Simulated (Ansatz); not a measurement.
# Kohn-Sham gap of three-layer 1T-SbSBr and four-layer 1T-SnS₂ under a perpendicular field, PBEsol-D3(BJ)

Anyone who puts a few-layer semiconductor between two gates has to decide whether the direction of the gate field matters, or only its strength. The answer sets which gate is biased, and how far the gap, and with it the leakage in the off state, can be tuned. We compare a polar stack, three layers of 1T-SbSBr, with a stack that has inversion symmetry, four layers of 1T-SnS₂. For each we calculated the PBEsol-D3(BJ) gap at fields from −0.05 to +0.30 V/Å. Fields are those in the vacuum, positive pointing up, and each gap change is measured against the same stack without field.

## Computational details

Ansatz 0.2.0, plane-wave Kohn-Sham DFT with its default PAW datasets at a cutoff of 420 eV, PBEsol-D3(BJ). The layers are built from structure prototypes; cell and atoms are relaxed as free-standing layers until forces are under 0.004 eV/Å. Single points follow with 18 Å of vacuum and a dipole correction, on meshes of 12 to 18 points along each in-plane vector and Fermi-Dirac smearing of 0.026 or 0.05 eV. Bands are read on the mesh and along the symmetry path. Scalar-relativistic, no spin-orbit coupling; spin-paired. A sawtooth field along the normal is then applied with the atoms held; its value is the field in the vacuum, positive pointing up, from the first-named layer to the second.

Notes on method and selection:

- Semilocal Kohn-Sham gaps lie under quasiparticle gaps, the more so in single layers.
- Fields at which the vacuum level would fall near the conduction edge are left out.
- The strongest fields run are not listed where the lowest empty level could belong to the vacuum.
- Layers marked hypothetical are built from prototypes and are, as far as we know, not reported as crystals or grown layers in this form; no layer's stability was tested.
- Where a layer was run in several sessions, one is listed, by preference one with spin-orbit or weak-field runs; layers with open 3d shells that were run without spin are not listed.
- Runs in which the search for lower states was switched off are not listed.
- The default PAW datasets of this version of Ansatz are the set soft_2.
- Runs that did not converge, have known faults or may not be shown are not listed, and runs on Ansatz's PAW sets soft_1 and soft_2 are kept to separate tables.

Columns:

- field (V/Å): applied field in the vacuum.
- induced dipole (e·Å/nm²): dipole per area less that without field, positive end up.
- atoms' thickness (Å): distance between the outermost atomic planes.
- smearing (eV): smearing width of the run.
- gap (eV): Kohn-Sham gap, 0 where there is none.
- Δgap (eV): gap less that without field.

## Data

| member | stack | field (V/Å) | induced dipole (e·Å/nm²) | atoms' thickness (Å) | smearing (eV) | gap (eV) | Δgap (eV) | remark |
| --- | --- | --- | --- | --- | --- | --- | --- | --- |
| −0.05 V/Å | 1T-SbSBr 3 layers, AA (PBEsol-D3(BJ)) | −0.05 | −0.430 | 15.31 | 0.050 | 1.130 | −0.0448 | hypothetical; edges at between K and Γ / Γ |
| +0.00 V/Å | 1T-SbSBr 3 layers, AA (PBEsol-D3(BJ)) | 0.00 | 0.000 | 15.31 | 0.050 | 1.175 | 0.0000 | edges at between K and Γ / Γ |
| +0.05 V/Å | 1T-SbSBr 3 layers, AA (PBEsol-D3(BJ)) | 0.05 | 0.430 | 15.31 | 0.050 | 1.196 | 0.0214 | edges at between K and Γ / Γ |
| +0.10 V/Å | 1T-SbSBr 3 layers, AA (PBEsol-D3(BJ)) | 0.10 | 0.859 | 15.31 | 0.050 | 1.187 | 0.0119 | edges at between Γ and M / Γ |
| +0.20 V/Å | 1T-SbSBr 3 layers, AA (PBEsol-D3(BJ)) | 0.20 | 1.718 | 15.31 | 0.050 | 1.122 | −0.0524 | edges at between Γ and M / Γ |
| +0.30 V/Å | 1T-SbSBr 3 layers, AA (PBEsol-D3(BJ)) | 0.30 | 2.576 | 15.31 | 0.050 | 1.030 | −0.1452 | edges at between Γ and M / Γ |
| −0.05 V/Å | 1T-SnS2 4 layers, AA (PBEsol-D3(BJ)) | −0.05 | −0.542 | 19.69 | 0.026 | 1.195 | −0.0126 | edges at between K and Γ / between Γ and M |
| +0.00 V/Å | 1T-SnS2 4 layers, AA (PBEsol-D3(BJ)) | 0.00 | 0.000 | 19.69 | 0.026 | 1.207 | 0.0000 | edges at between K and Γ / between Γ and M |
| +0.05 V/Å | 1T-SnS2 4 layers, AA (PBEsol-D3(BJ)) | 0.05 | 0.541 | 19.69 | 0.026 | 1.195 | −0.0126 | edges at between K and Γ / between Γ and M |
| +0.10 V/Å | 1T-SnS2 4 layers, AA (PBEsol-D3(BJ)) | 0.10 | 1.083 | 19.69 | 0.026 | 1.160 | −0.0476 | edges at between K and Γ / M |
| +0.20 V/Å | 1T-SnS2 4 layers, AA (PBEsol-D3(BJ)) | 0.20 | 2.167 | 19.69 | 0.026 | 1.056 | −0.1513 | edges at between K and Γ / M |
| +0.30 V/Å | 1T-SnS2 4 layers, AA (PBEsol-D3(BJ)) | 0.30 | 3.251 | 19.69 | 0.026 | 0.931 | −0.2767 | edges at between K and Γ / M |

## Why the values move as they do

In SnS₂ the field narrows the gap, from 1.207 eV without field to 0.931 eV at +0.30 V/Å. The change is the same, −0.0126 eV, at +0.05 and −0.05 V/Å, as inversion symmetry requires. It starts out nearly quadratic: 4 × (−0.0126) = −0.0504 eV, close to the −0.0476 eV found at twice the field. Later it is closer to linear, with slopes of (−0.1513 + 0.0476) / 0.10 = −1.04 eV per V/Å between +0.10 and +0.20 V/Å and (−0.2767 + 0.1513) / 0.10 = −1.25 eV per V/Å between +0.20 and +0.30 V/Å.

The reason is a Stark effect. A positive field raises electron energies towards the top of the stack, so the highest filled states gather in the upper layers and the lowest empty states in the lower ones. A weak field must first pull these states apart, which gives the quadratic start. Once they are apart, the gap falls by roughly their separation times the field inside the stack.

That inner field is small. At +0.30 V/Å the applied potential changes by 0.30 × 19.69 = 5.91 V between the outermost atomic planes of SnS₂, yet the gap falls by only 0.277 eV. The induced dipole p sets up an opposing step p/ε₀, with 1/ε₀ about 180 V·Å/e. Here p is 3.251 / 100 = 0.03251 e/Å, so the step is about 0.03251 × 180 = 5.85 V. The two do not cancel as closely as this suggests, because the electron cloud reaches beyond the outer atoms and the applied drop across it is larger.

SbSBr responds to the sign of the field. Its gap rises by 0.0214 eV at +0.05 V/Å and falls by 0.0448 eV at −0.05 V/Å. Each polar layer adds a potential step, so the levels of successive layers are already offset without field. The deep antimony d levels, which follow the potential from layer to layer, show that this step lowers electron energies towards the top. A positive field works against it and a negative field adds to it. The offset between layers does not set the gap by itself, however. It vanishes only between +0.10 and +0.20 V/Å, whereas the gap already falls from +0.05 to +0.10 V/Å. At +0.20 and +0.30 V/Å the offset is reversed but still smaller than without field, and yet the gap is below its field-free value. The gap widens with the field as long as the lowest empty states lie higher in the stack than the highest filled ones, and narrows once they lie lower. In polar layers these states can also sit at different heights within one layer, which may shift the turning point; we have not separated this from the offset between layers.

## Departures from the trend

The SbSBr rows at +0.05 and +0.10 V/Å depart most clearly from the narrowing seen in SnS₂, since their gaps are 0.0214 and 0.0119 eV above the field-free value. In a polar stack no symmetry forbids a change linear in the field, and for weak positive fields this change is a widening. A weaker built-in step cannot be the whole reason, since the offset between layers goes on shrinking from +0.05 to +0.10 V/Å while the gap falls. The row at −0.05 V/Å departs the other way: its narrowing is 0.0448 / 0.0126 = 3.6 times that of SnS₂ at the same strength. Inversion symmetry rules out a linear change in SnS₂, so this ratio holds for that one field strength only.

Some band edges also change place. At +0.10 V/Å the valence edge of SbSBr moves from the K–Γ direction to the Γ–M direction, and the conduction edge of SnS₂ moves from between Γ and M to M itself. Such moves need only small energy differences between competing extrema, and the sampling of k-points can influence which one is reported. We therefore draw no conclusion about the mechanism from them.

## Problems

**Which listed positive field first narrows the gap by at least 0.10 eV?**
For SnS₂ it is +0.20 V/Å, with a change of −0.1513 eV; at +0.10 V/Å the change is only −0.0476 eV. For SbSBr it is +0.30 V/Å, with −0.1452 eV, after −0.0524 eV at +0.20 V/Å.

**What does reversing a field of 0.05 V/Å do?**
In SbSBr, going from −0.05 to +0.05 V/Å widens the gap by 0.0214 + 0.0448 = 0.0662 eV. The intrinsic carrier density varies roughly as exp(−gap / 2kT). With kT about 0.026 eV at room temperature, the exponent changes by 0.0662 / 0.052 = 1.27, so the density falls by a factor of about 3.6 if the band masses stay the same. In SnS₂ the reversal leaves the gap unchanged.

**Are these fields within reach of a solid gate?**
The field in a gate dielectric is the vacuum field divided by its dielectric constant. For a constant of about 4, +0.20 V/Å becomes 0.20 / 4 = 0.05 V/Å, or 0.5 V/nm, and +0.30 V/Å becomes 0.30 / 4 = 0.075 V/Å, or 10 × 0.075 = 0.75 V/nm. Good thin insulators break down at roughly 1 V/nm, so the first is demanding and the second leaves little margin.

## Summary

For a gated device, the field direction matters in the SbSBr stack and not in the SnS₂ stack. At +0.30 V/Å, the strongest field listed, the gap has fallen by 0.1452 eV in SbSBr and by 0.2767 eV in SnS₂. The two differ in material, polarity and number of layers, so the difference in their slopes at strong field cannot be assigned to one of these.

Semilocal gaps are too small, and quasiparticle gaps would be larger; the field-induced changes should suffer less than the gaps themselves. The atoms were held in the field. Letting them move would add ionic screening and probably weaken the response. Spin-orbit coupling, absent from these values, would be expected to lower the gap of SbSBr, whose conduction edge has antimony p character.

The SbSBr stack is hypothetical and its stability was not tested; the known crystal of this composition is built of chains, not of 1T layers. For that stack the result is best taken as an illustration that the gap of a polar stack can depend on the sign of the field. The offset between its layers does not by itself explain at which field the gap is widest.
